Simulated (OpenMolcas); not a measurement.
How basis sets differ on CH5BO (SMILES CBO)

CH5BO: 8 atoms, total charge 0, spin state singlet. SMILES: `CBO`. Geometry: relaxed at PBE0-D4/def2-TZVP. This is one conformer, not always the lowest.

Quantity: the HOMO–LUMO gap, in eV. The values are calculated.

```tsv
level	kind	program	value (eV)	CPU time
HF/STO-3G	Hartree–Fock	OpenMolcas	18.90	1.4 s
HF/3-21G	Hartree–Fock	OpenMolcas	16.61	2 s
HF/ANO-XS-VDZP (DKH2, RICD fitting)	Hartree–Fock	OpenMolcas	16.35	2.9 s
HF/cc-pVDZ (RICD fitting)	Hartree–Fock	OpenMolcas	16.33	1.9 s
HF/def2-SVP	Hartree–Fock	OpenMolcas	16.37	2.9 s
HF/6-311+G**	Hartree–Fock	OpenMolcas	13.71	9.8 s
```

The values span 13.71 to 18.90 eV. A Hartree–Fock LUMO above zero doesn't converge with the basis: it sinks as sets grow more diffuse. Orbital gaps aren't excitation energies. Times are those of the runs behind each value, whatever else they computed, on shared processors of several kinds: orders of magnitude only.

The gap drops in two steps, with a plateau between them. It falls from 18.90 eV in the minimal basis to 16.61 eV once the valence shell is split, barely moves across the three polarised double-zeta sets, then drops to 13.71 eV with 6-311+G**. The first step probably reflects the rigidity of a minimal basis, which describes antibonding combinations poorly. The close agreement of the double-zeta sets shows similar flexibility rather than convergence.

In this borinic acid the natural valence acceptor is the formally empty boron p orbital, pushed up by π donation from oxygen. A Hartree–Fock virtual orbital feels the field of all the electrons of the neutral molecule, so little holds an added electron. Given diffuse functions, the LUMO can therefore spread outside the molecule, and in 6-311+G** it has probably lost much of its boron character. That set also has a more flexible valence space, so the last drop can't be assigned to diffuseness alone. Without the separate orbital energies, the shares of HOMO and LUMO in these shifts remain open.
